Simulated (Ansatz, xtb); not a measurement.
Two isomers of C4H10Ge

Structure I: `C[C@@H]1C[C@H]1[GeH3]`, a singlet. Structure II: `C[C]1([GeH3])CC1`, a singlet. Both are isolated molecules in the gas phase, relaxed with PBE-D3(BJ)/def2-SVP.

**Question.** Estimate E(II) − E(I) at the level CCSD(T)/def2-SVP + ΔMP2/def2-TZVPP.

**Answer.** Too close to call at this level: CCSD(T)/def2-SVP + ΔMP2/def2-TZVPP gives E(II) − E(I) = +1.66 kJ/mol.

The same difference at several levels:

```json
{"level": "GFN2-xTB", "geometry": "GFN2-xTB", "E(II) − E(I) (kJ/mol)": "+4.47", "departure from the last row (kJ/mol)": "+2.81", "job, with rough time for the two": "optimisation, 0.17 s"}
{"level": "HF/STO-3G", "geometry": "GFN2-xTB", "E(II) − E(I) (kJ/mol)": "+11.03", "departure from the last row (kJ/mol)": "+9.37", "job, with rough time for the two": "single point, 0.62 s"}
{"level": "r2SCAN-D4/def2-SVP", "geometry": "GFN2-xTB", "E(II) − E(I) (kJ/mol)": "+4.18", "departure from the last row (kJ/mol)": "+2.52", "job, with rough time for the two": "single point, 4.2 s"}
{"level": "PBE-D3(BJ)/def2-SVP", "geometry": "PBE-D3(BJ)/def2-SVP", "E(II) − E(I) (kJ/mol)": "+4.11", "departure from the last row (kJ/mol)": "+2.45", "job, with rough time for the two": "optimisation, 22 s"}
{"level": "HF/def2-SVP", "geometry": "PBE-D3(BJ)/def2-SVP", "E(II) − E(I) (kJ/mol)": "+8.33", "departure from the last row (kJ/mol)": "+6.67", "job, with rough time for the two": "part of the CCSD(T) run"}
{"level": "MP2/def2-SVP", "geometry": "PBE-D3(BJ)/def2-SVP", "E(II) − E(I) (kJ/mol)": "+1.85", "departure from the last row (kJ/mol)": "+0.19", "job, with rough time for the two": "part of the CCSD(T) run"}
{"level": "CCSD(T)/def2-SVP", "geometry": "PBE-D3(BJ)/def2-SVP", "E(II) − E(I) (kJ/mol)": "+2.67", "departure from the last row (kJ/mol)": "+1.01", "job, with rough time for the two": "single point"}
{"level": "CCSD(T)/def2-SVP + ΔMP2/def2-TZVPP", "geometry": "PBE-D3(BJ)/def2-SVP", "E(II) − E(I) (kJ/mol)": "+1.66", "departure from the last row (kJ/mol)": "", "job, with rough time for the two": "single point, 58 s"}
```

As drawn, both hold the same kinds of bond in the same numbers.

The largest departure from CCSD(T)/def2-SVP + ΔMP2/def2-TZVPP is that of HF/STO-3G, 9.37 kJ/mol. The last row adds to CCSD(T) the change of the MP2 difference between the two basis sets, here −1.01 kJ/mol.

With thermal terms from frequencies at re-optimised GFN2-xTB minima (ideal gas, soft modes damped towards free rotors, one conformer each, 298.15 K, 1 atm): on the last row, ΔE + ΔZPE = +0.86, ΔH = +0.85, ΔG = +1.77 kJ/mol.

The correlated steps freeze 13 core orbitals; the filled d shell of Ge is correlated, in a basis made for valence electrons. Mirror images aren't counted in ΔG. Codes used: Ansatz 0.2.0, xtb 6.7.1; the last row on 2 threads of Intel(R) Xeon(R) 6975P-C (Granite Rapids) on a shared host.

Every level places the trans-1,2 isomer below the geminal one, but the best difference is too small to establish the order. The clearest effect is that of electron correlation: at the same geometry and in the same basis, the gap falls from +8.33 kJ/mol with Hartree–Fock to +2.67 with CCSD(T). Since the bond types match, the difference lies in how the substituents are placed. Putting methyl and germyl on one ring carbon brings their electron clouds closer together, which probably adds medium-range correlation attraction that Hartree–Fock misses. Opposing this are crowding at the quaternary carbon, eased by the long Ge–C bond, and probably a polar effect: electropositive germanium leaves its carbon electron-rich, a site where an alkyl group is less welcome than hydrogen. Ring strain should largely cancel, as both isomers keep the cyclopropane ring. Whether the near-balance extends to 1,2-substitution in general is left open, because the cis isomer, with both groups on the same face, isn't among the structures computed.
